## Five shapes of one flexible molecule

The molecule CHF₂–CH(SiH₃)–CH(SiH₃)–CH₂–SiH₃ has a chain of four carbon atoms, C2, C4, C6 and C8. The first carries two fluorine atoms, and the other three carry the silyl groups Si5, Si7 and Si9. Turning about the C–C bonds gives different conformers, each described in the table by three torsions. The first, F1–C2–C4–Si5, tells where one fluorine atom of the CHF₂ group stands. The second, Si5–C4–C6–Si7, and the third, Si7–C6–C8–Si9, fix the skeleton. A torsion near 60° in either sense is called gauche, one near 180° anti.

Five conformers of CHF₂–CH(SiH₃)–CH(SiH₃)–CH₂–SiH₃ in the gas phase, computed with PySCF 2.14.0 and tblite 0.8.0; DFT energies are CAM-B3LYP-D3(BJ)/6-31G(d) at GFN2-xTB geometries. Free energies and weights are for 298.15 K, with GFN2-xTB quasi-harmonic terms. The torsions are, in order, F1–C2–C4–Si5, Si5–C4–C6–Si7 and Si7–C6–C8–Si9.

| number | torsions in degrees | GFN2-xTB energy above its lowest (kcal/mol) | DFT energy above the lowest (kcal/mol) | free energy above the lowest (kcal/mol) | weight (%) | dipole (D) |
| --- | --- | --- | --- | --- | --- | --- |
| 1 | (47,-172,70) | 0.000 | 0.120 | 0.000 | 33.70 | 1.490 |
| 2 | (-173,73,168) | 0.440 | 0.000 | 0.130 | 27.00 | 1.600 |
| 3 | (-46,71,169) | 0.030 | 0.460 | 0.270 | 21.30 | 1.820 |
| 4 | (49,54,173) | 0.420 | 1.020 | 0.540 | 13.50 | 1.820 |
| 5 | (-52,-171,65) | 0.490 | 1.650 | 1.180 | 4.60 | 1.450 |

### 1. Which conformer is the most stable?

That depends on which energy is meant. In DFT energy row 2 is lowest, with row 1 only 0.12 kcal/mol above it. In free energy the two change places, and row 1 leads by 0.13 kcal/mol. Both gaps are larger than the numerical noise of some hundredths of a kcal/mol, but well within the usual error of such a calculation. The order of these two rows is therefore a result of the method and not yet a property of the molecule.

### 2. How can row 1 overtake row 2?

The free energy adds to the DFT energy a thermal term, which holds the zero-point energy, the heat content and the entropy. This term favours row 1 over row 2 by 0.25 kcal/mol. In fact it is less favourable for row 2 than for any other row. Soft torsional vibrations are a likely source, though the numbers do not single them out.

The effect on the populations follows from the Boltzmann factor. With $RT = 0.593$ kcal/mol at room temperature, the ratio of the weights of rows 1 and 2 is

$$\frac{w_1}{w_2} = e^{-0.12/0.593}\, e^{0.25/0.593} \approx 0.82 \times 1.52 \approx 1.25 .$$

The first factor comes from the DFT energy and alone would leave row 1 behind. The second is the thermal term, and it turns the order round. The product agrees with the weights in the table, as it must, since they were formed in this way.

Weights from the DFT energies alone show how much would be lost without the thermal term. Row 2 would rise from 27 to 40%, and row 4 would fall from 13.5 to 7%. An energy difference is thus a poor guide to a population when the conformers lie within about 1 kcal/mol of each other.

### 3. Is the shape of row 1 also the most common shape?

It is not, if shape means the skeleton. Rows 1 and 5 share one skeleton, with Si5 and Si7 anti and Si7 and Si9 gauche. Rows 2, 3 and 4 share the other, in which the two arrangements are exchanged. Among these five conformers the second skeleton holds about 62% of the weight, although none of its rows is as populated as row 1. The table keeps only five of the minima found, however, and one more low conformer with the first skeleton could reverse this majority.

Within a skeleton the rows differ mainly in how the CHF₂ group is turned. This turn can cost more than the change of skeleton. Row 5 lies 1.53 kcal/mol above row 1 in DFT energy, while the best rows of the two skeletons are only 0.12 kcal/mol apart. The second skeleton gains its majority because three of its rows lie low enough to count.

### 4. Why does no row have both pairs of neighbouring silyl groups anti?

Bulky neighbours usually prefer to be anti, so a form with both pairs anti looks attractive. The difficulty lies with the two outer groups, Si5 and Si9. The middle group Si7 sits on C6, and its bond is offset by about 120° from the carbon chain. If Si7 is anti to Si5, the torsion Si5–C4–C6–C8 becomes $180^\circ-120^\circ=60^\circ$. If Si7 is also anti to Si9, the torsion C4–C6–C8–Si9 becomes $180^\circ+120^\circ-360^\circ=-60^\circ$.

Two successive gauche torsions of opposite sign are the well-known syn-pentane arrangement. It makes the bonds to Si5 and Si9 nearly parallel, on the same side of the chain. The two silicon atoms would then be only about 2.5 Å apart unless the molecule distorted, far too close for two silyl groups.

All five rows escape this clash, in one of two ways. In rows 1 and 5, Si9 swings round until it is anti to C4 and points away from Si5. In rows 2 to 4 the same two torsions are both gauche but have equal signs, which also keeps the outer groups apart. Either way, one neighbouring pair of silyl groups has to be gauche. Geometry thus gives a good reason to expect a penalty for the form with both pairs anti. Its size is open, since the table holds no energy for this form, which may be among the minima that were not kept.

### 5. What would change in the other diastereomer?

Inverting the configuration at C4 exchanges the places of hydrogen and CHF₂ on that atom. The argument of the last question does not involve these two substituents, so the form with both silyl pairs anti would clash as before. The two skeletons of the table, however, would no longer be on an equal footing.

In rows 2 to 4 the position on C4 that faces Si9 is taken by hydrogen, which needs little room. After the inversion CHF₂ would stand there, in a syn-pentane arrangement with Si9. The skeleton of rows 1 and 5 would be spared, because its Si9 points away from C4. The same geometry thus suggests that the majority skeleton here would become the unfavourable one in the neighbouring isomer.

### 6. How much does the method for the energy matter?

For single conformers it matters a great deal. GFN2-xTB places row 5 only 0.05 kcal/mol above row 2, whereas DFT places it 1.65 kcal/mol above. If the GFN2-xTB energies are combined with the same thermal terms, the weight of row 5 grows from about 5 to 19%. That of row 2 shrinks from 27 to 8%.

DFT would normally deserve more trust, but here it was applied to geometries optimised with GFN2-xTB. Its basis set is also small, and this can make compact conformers look too stable. The gap between the methods therefore can't be booked as an error of GFN2-xTB alone. The skeleton of rows 2 to 4 keeps its majority in both cases, at 62 and 56%, because the loss in row 2 is largely, though not fully, made up by gains in rows 3 and 4.

### 7. Would a polar solvent choose another conformer?

Probably not by much. A polar solvent tends to favour the larger dipole, and here the dipoles differ little, from 1.45 to 1.82 D. This is understandable, since the strongly polar CHF₂ group is present in every conformer and turning it does not remove its moment. For a dipole $\mu$ in a spherical cavity of radius $a$, the gain in a very polar solvent is about $\mu^2/2a^3$ (in Gaussian units). With a rough radius of 4 Å, row 3 gains on row 1 by about a tenth of a kcal/mol.

That is less than the 0.27 kcal/mol by which row 3 lies above row 1 in free energy. On this estimate the solvent would shift the weights somewhat towards rows 3 and 4 without sweeping the others away. So small a shift is uncertain even in its direction, because the estimate treats the molecule as a single dipole and ignores both the finer distribution of charge and direct contacts between the solvent and the C–F or Si–H bonds.

### 8. Which digits can be trusted?

The weights are printed to a hundredth of a per cent, but in the larger weights even the numerical noise spoils the digit just before the decimal point. A shift of 0.05 kcal/mol in row 1 changes its weight by about 2 percentage points. An error of 0.5 kcal/mol, which is quite possible at this level of theory, changes the ratio of two weights by a factor of 2.3.

The choice of conformers adds to this. The five rows cover 87% of the weight that GFN2-xTB gives to the minima it examined, and the search may have lost a further form. One more conformer as low in free energy as row 1 would take 25% of the total, and all printed weights would shrink accordingly.

An average can be much firmer than the weights behind it. The root-mean-square dipole is 1.64 D with the printed weights and 1.66 D with those based on GFN2-xTB energies. It hardly moves because the five dipoles are so alike; a property that differed strongly between rows 2 and 5 would have no such protection. A sound rule for flexible molecules is therefore to compute the wanted property for every low conformer, average it with two sets of weights, and keep at most the digits on which both agree.
